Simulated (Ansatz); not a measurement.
## BOF (fluoro(oxo)borane): the energy, rung by rung

BOF: 3 atoms, total charge 0, spin state singlet. As SMILES, `O=BF`. The shape is that of a PBE0-D4/def2-TZVP optimisation.

```csv
atom,x (Å),y (Å),z (Å)
O,0.9831,-0.5651,0.4799
B,0.0203,-0.0116,0.0099
F,-1.0034,0.5768,-0.4898
```

Quantity: the energy change with the O1–B2 bond stretched from 1.206 to 1.507 Å, in eV. The values are calculated.

| level | kind | program | value (eV) | less FCI/STO-3G | CPU time (all runs) |
| --- | --- | --- | --- | --- | --- |
| HF/STO-3G (restricted) | Hartree–Fock | Ansatz | 3.18 | +1.13 | 0.16 s |
| SVWN5/STO-3G (restricted) | LDA | Ansatz | 1.98 | -0.07 | 0.51 s |
| BLYP/STO-3G (restricted) | GGA | Ansatz | 1.71 | -0.34 | 0.82 s |
| r2SCAN/STO-3G (restricted) | meta-GGA | Ansatz | 2.06 | +0.01 | 1.9 s |
| PBE0/STO-3G (restricted) | global hybrid | Ansatz | 2.28 | +0.23 | 0.82 s |
| wB97M-V/STO-3G (restricted) | range-separated hybrid | Ansatz | 2.36 | +0.31 | 9.2 s |
| MP2/STO-3G (restricted) | perturbation theory | Ansatz | 2.41 | +0.36 | 0.12 s |
| CCSDT(Q)/STO-3G (restricted) | coupled cluster or CI | Ansatz | 2.02 | -0.03 | 0.96 s |
| CCSDT/STO-3G (restricted) | coupled cluster or CI | Ansatz | 2.05 | 0.00 | 0.56 s |
| FCI/STO-3G | exact in the basis | Ansatz | 2.05 | 0.00 | 1.2 s |

FCI/STO-3G is exact within its basis and frozen core, so for wave-function methods in that basis the difference is their error; functionals converge differently with the basis, so for them it is only a difference. The first shape isn't each level's own minimum. The values span 1.71 to 3.18 eV. All rows use very small basis sets, so even the best lies far from the true value. Times are those of the runs behind each value, whatever else they computed, on shared processors of several kinds: orders of magnitude only.

Stretching the B–O bond costs far too much at the Hartree–Fock level, 3.18 eV against 2.05 eV for FCI, because correlation stabilises the stretched geometry more than the compact one. As the σ and π overlap weakens, the bonding and antibonding orbitals draw closer, and a single closed-shell determinant keeps too much ionic character. In a minimal basis the available excitations are largely of this left–right valence kind.

MP2 recovers most of the missing differential correlation but remains 0.36 eV too high. CCSDT matches FCI to the printed precision, so the net effect of higher excitations on this energy difference is very small. The perturbative quadruples correction lowers the value slightly too far, probably because it overestimates their contribution at the stretched geometry.

Among the functionals, both hybrids lie above all three semilocal forms, consistent with exact exchange penalising the stretched bond. The agreement at this moderate extension doesn't establish that restricted CCSDT would remain reliable towards dissociation, where several determinants become important.
